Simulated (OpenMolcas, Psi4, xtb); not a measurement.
CH6BN (SMILES CBN): methods side by side

The species is CH6BN (9 atoms), meant as a singlet with charge 0. SMILES: `CBN`. The coordinates come from a PBE0-D4/def2-TZVP relaxation.

```xyz
9

C    -0.6653    0.7577   -0.5903
B     0.4594   -0.2829   -0.2562
N     0.5928   -0.8428    1.0107
H    -1.2919    0.3908   -1.4106
H    -0.2246    1.6922   -0.9543
H    -1.3199    0.9989    0.2523
H     1.2488   -0.6328   -1.0928
H     1.3062   -1.5110    1.2449
H    -0.0168   -0.6164    1.7792
```

Each level gives the HOMO–LUMO gap (eV). The values are calculated.

| level | kind | program | value (eV) |
| --- | --- | --- | --- |
| GFN1-xTB | semi-empirical | xtb | 6.38 |
| HF/cc-pVDZ | Hartree–Fock | Psi4 | 16.41 |
| SVWN5/cc-pVDZ | LDA | OpenMolcas | 6.77 |
| PBE/cc-pVDZ | GGA | Psi4 | 6.84 |
| r2SCAN/cc-pVDZ | meta-GGA | OpenMolcas | 7.52 |
| PBE0/cc-pVDZ | global hybrid | Psi4 | 9.27 |
| CAM-B3LYP/cc-pVDZ | range-separated hybrid | Psi4 | 11.88 |
| B2PLYP/cc-pVDZ | double hybrid | OpenMolcas | 11.94 |
| DSD-PBEP86/cc-pVDZ (density fitting for correlation) | double hybrid | Psi4 | 13.76 |

The values span 6.38 to 16.41 eV. Orbital gaps aren't excitation energies, and those of double hybrids come from the SCF part alone; they tend to grow with the share of exact exchange.

The planar arrangement around boron and nitrogen fits an aminoborane in which the nitrogen lone pair donates into the empty boron p orbital. The frontier pair is therefore probably a nitrogen-weighted π level and a boron-weighted π* level, though no orbital analysis confirms this.

The spread from 6.84 eV in PBE to 16.41 eV in Hartree–Fock reflects the treatment of the orbitals more than any uncertainty in the bonding. In Hartree–Fock an empty orbital feels the repulsion of all the electrons and lies high, as for an added electron, whereas a semi-local potential acts on filled and empty levels alike and omits the derivative discontinuity. r2SCAN exceeds PBE without any exact exchange, probably through its dependence on the kinetic-energy density. CAM-B3LYP nearly matches B2PLYP, but B2PLYP has a large share of exact exchange without range separation, so the match does not single out long-range exchange.

The values thus support a wide gap but not a particular width, and without diffuse functions the energy of a weakly bound or unbound LUMO is itself poorly determined.
